A band level is the energy of an electron state with a given wave vector in the crystal, and here it is measured from the top of the filled bands. The wave vector is a point k, and the named points Γ, X, P and so on are special places in the space of wave vectors. At each point the table gives the two highest filled bands, v2 and v1, and the two lowest empty ones, c1 and c2. Each level was computed twice for the same atoms in the same positions: with PBE, which is cheap, and with PBE0, which costs far more. Each set has its own valence top as zero.

Band levels of AlIn2As3, an ordered alloy on the zincblende lattice (6-atom cell, space group I-4m2, a = 4.210 Å, c = 17.912 Å), each set measured from its own valence top. Ansatz 0.2.0, plane-wave PAW, 420 eV cutoff, no spin polarisation, cell relaxed with r2SCAN; the cheaper level is PBE (8×8×8 k mesh), the costlier one PBE0 (6×6×6).

```tsv
point name	band v2, cheaper level (eV)	band v1, cheaper level (eV)	band c1, cheaper level (eV)	band c2, cheaper level (eV)	band v2, costlier level (eV)	band v1, costlier level (eV)	band c1, costlier level (eV)	band c2, costlier level (eV)
Gamma	0.000	0.000	0.301	1.756	0.000	0.000	1.603	3.001
X	-2.244	-2.231	1.502	1.960	-2.511	-2.495	2.696	3.255
P	-2.379	-2.323	1.920	1.992	-2.649	-2.595	3.149	3.218
N	-0.815	-0.709	1.182	2.322	-0.908	-0.801	2.489	3.710
M	-0.638	-0.638	1.378	1.999	-0.705	-0.705	2.609	3.291
S	-0.843	-0.670	1.466	1.709	-0.942	-0.756	2.782	3.030
S_0	-0.843	-0.670	1.466	1.709	-0.942	-0.756	2.782	3.030
R	-2.268	-2.250	1.554	2.007	-2.537	-2.515	2.752	3.307
G	-2.268	-2.250	1.554	2.007	-2.537	-2.515	2.752	3.307
```

The practical question is how to get from the PBE levels to the PBE0 levels with pencil and paper. Two numbers are enough for this crystal, one for the filled bands and one for the empty bands. They do different jobs: the filled bands are stretched, while the empty bands are lifted almost as a block. The reason lies in how the two methods treat exchange.

## Why filled and empty levels respond differently

Exchange lowers the energy of an electron because electrons of the same spin keep out of each other's way. It also has a repair job. The electrostatic repulsion in such a calculation includes the repulsion of each electron from itself, and exchange has to remove this error. For an empty state there is no such error to remove. In a crystal the argument is best pictured with localised orbitals, into which the filled bands can be recombined, because a single band state is spread too thinly to repel itself much.

PBE describes exchange by one local potential that acts on filled and empty states alike, so it can't make this distinction. Fock exchange can: it binds a filled state strongly and an empty state weakly. PBE0 replaces a quarter of the PBE exchange by Fock exchange. Theory therefore leads us to expect that filled levels move down, empty levels move up and the gap between them opens.

The two calculations bear this out. On their internal energy scales the valence top falls by 0.71 eV and the bottom of the empty bands rises by 0.59 eV. This division assumes that the two scales share a zero, which is reasonable for the same atoms in the same cell. The sum doesn't depend on that assumption: the gap at Γ grows by 1.30 eV.

The stretch of the filled bands probably has a related cause, though these runs don't test it. Fock exchange is strongest between states with similar wave vectors. In the simple picture of free electrons, a state deep in the filled sea has filled neighbours on every side, while a state at its edge has them on one side only. The deep state gains more binding, so the distance from the top of the band to the deeper levels grows.

The same picture would also stretch the empty bands, because a state far above the filled sea has few filled neighbours. The table doesn't bear this out. Band c1 at P lies much higher than at Γ in PBE, yet it rises slightly less on going to PBE0. The free-electron picture thus fits the direction of the change in the filled bands, but it is no guide to the empty ones.

## The rule

By definition the valence top stays at zero in both methods. If the extra binding grows smoothly with depth, the simplest form for the filled levels is a straight line through zero, which means multiplication by a constant. For the empty levels the simplest form is a constant added to all of them. This gives:

- filled levels: PBE0 level ≈ 1.12 × PBE level
- empty levels: PBE0 level ≈ PBE level + 1.3 eV

Each constant comes from a single point. The lift is the growth of the gap at Γ, rounded to 1.3 eV. The stretch is the ratio of the two depths of band v1 at X, 2.495/2.231, rounded to 1.12. N and P, the two points worked below, had no part in setting the constants, although the form of the rule was chosen with the whole table in view.

## Worked at N, a shallow valence level

At N the highest filled band lies a little below the valence top. The estimate for band v1 is

1.12 × (−0.709 eV) = −0.794 eV,

and PBE0 gives −0.801 eV. The stretch is small here, because there is little depth to stretch.

For the lowest empty band at N the estimate is

1.182 eV + 1.3 eV = 2.482 eV,

against 2.489 eV in PBE0. Both levels agree with the full calculation to about a hundredth of an electronvolt.

The distance between the two levels is the vertical gap, the energy that lifts an electron from v1 to c1 without changing its wave vector. It is what counts when light is absorbed at that point. The rule gives 3.28 eV at N and PBE0 gives 3.29 eV.

## Worked at P, a deep valence level

P has the deepest level of band v1 in the table, so here the stretch counts. The estimate is

1.12 × (−2.323 eV) = −2.602 eV,

and PBE0 gives −2.595 eV. Leaving the PBE depth as it stands would have put this level 0.27 eV too high.

For the lowest empty band at P the estimate is

1.920 eV + 1.3 eV = 3.220 eV,

while PBE0 gives 3.149 eV. The lift is now somewhat too large. Stretching the empty band by 12 % as well, upward from its lowest level at Γ, would make matters worse: the estimate would then be 0.27 eV too high.

The vertical gap at P comes out as 5.82 eV by the rule and 5.74 eV in PBE0. Nearly all of this error comes from the empty level. P also shows why one correction to the gap isn't enough for a whole band diagram. According to the rule, a vertical gap opens by 1.3 eV plus 12 % of the depth of its filled level, so it should open more at P than at N, and in the full calculation it does.

## How far to trust it

For the filled bands the rule is very good. Over the whole table, v1 and v2 lie within 0.02 eV of the PBE0 values. R lies very close to X, where the stretch was set, so its good valence levels are hardly a separate test. The depth of v1 grows by between 10 and 13 % at every point below the top, whether the level is shallow or deep. For level energies within this range, a stretched PBE valence band can therefore stand in for the PBE0 one. The curvature of the bands close to Γ is a separate matter, which the table doesn't test.

The empty bands are less obedient. At the five points P, N, M, S and R (S_0 and G only repeat S and R), the typical (root-mean-square) error for c1 and c2 together is 0.06 eV. The largest error in the table is 0.11 eV, for band c1 at X. An estimated empty level should therefore carry a margin of about 0.1 eV.

These errors have a pattern. Band c1 rises by about 1.3 eV at Γ, N and S, but by only about 1.2 eV at X, P, M and R. Height alone doesn't sort the points into these groups: in PBE, M lies below S and yet rises less. A plausible cause, untested here, is that the empty states differ in shape. The lift depends on how much PBE exchange a state loses and how much Fock exchange it gains, and both change with its shape.

This difference matters when two empty levels lie close together. In PBE, band c1 at S is 0.04 eV below its value at X; in PBE0 it is 0.09 eV above. A common lift can never change an order, so the rule keeps the PBE order and gets this pair wrong. The differences are small, and S, like P and R, lies off the k mesh of the PBE0 run, so the PBE0 order of this pair shouldn't be pressed too hard either.

Wide spacings are safe. The lowest empty level at N is 0.88 eV above that at Γ in PBE and 0.89 eV above it in PBE0. Both methods place the valence top and the lowest empty level at Γ, so the gap is direct in both. Here the rule preserves an order that is correct for PBE0.

## What to do with it

Suppose a PBE band diagram of this crystal is at hand and the PBE0 diagram is wanted. Put the valence top at zero, multiply every level of the two upper filled bands by 1.12, and add 1.3 eV to every level of the two lowest empty bands. Use the result to read off gaps and the general shape of the bands, but not effective masses, which depend on how sharply the bands curve at their edges. Filled and empty bands that mix near Γ push each other apart, and they do so more strongly when the gap is small. The small PBE gap is therefore expected to make these bands curve too sharply. A constant lift leaves that fault in place, and the stretch adds to it. Two estimated empty levels can err in opposite directions, so if a decision depends on which of them is lower and they are within about 0.2 eV of each other, compute those levels with PBE0.

Keep to the energies that the rule has been checked on. The filled levels in the table reach about 2.4 eV below the top. Much deeper lie compact states, such as the d shell of indium, in which an electron's repulsion from itself is a larger error. Fock exchange usually moves such states by a different amount, so the factor of 1.12 shouldn't be carried down to them.

For a related semiconductor, the mechanism suggests the same directions: a wider gap and deeper valence levels. This presumes that PBE gives the material a gap at all. In some narrow-gap relatives, such as InAs, it can close the gap and invert the band order at Γ, and then the rule has no sound starting point. The sizes have to be found afresh. One PBE0 calculation that gives the gap and one deep valence level supplies both constants, and a third point shows whether they hold.

Finally, the rule estimates PBE0, not a measurement. Both calculations leave out spin–orbit coupling, which would split the valence top and lower both gaps by roughly 0.1 eV. PBE0 also tends to make the gaps of semiconductors like this one too large, because it keeps a quarter of the Fock exchange even at long range, where the other electrons screen it more strongly. The ordered crystal is itself a hypothetical model, which need not be the stable form of the material. The PBE0 gap of 1.60 eV is therefore a value for this model, not a prediction for a real alloy sample.
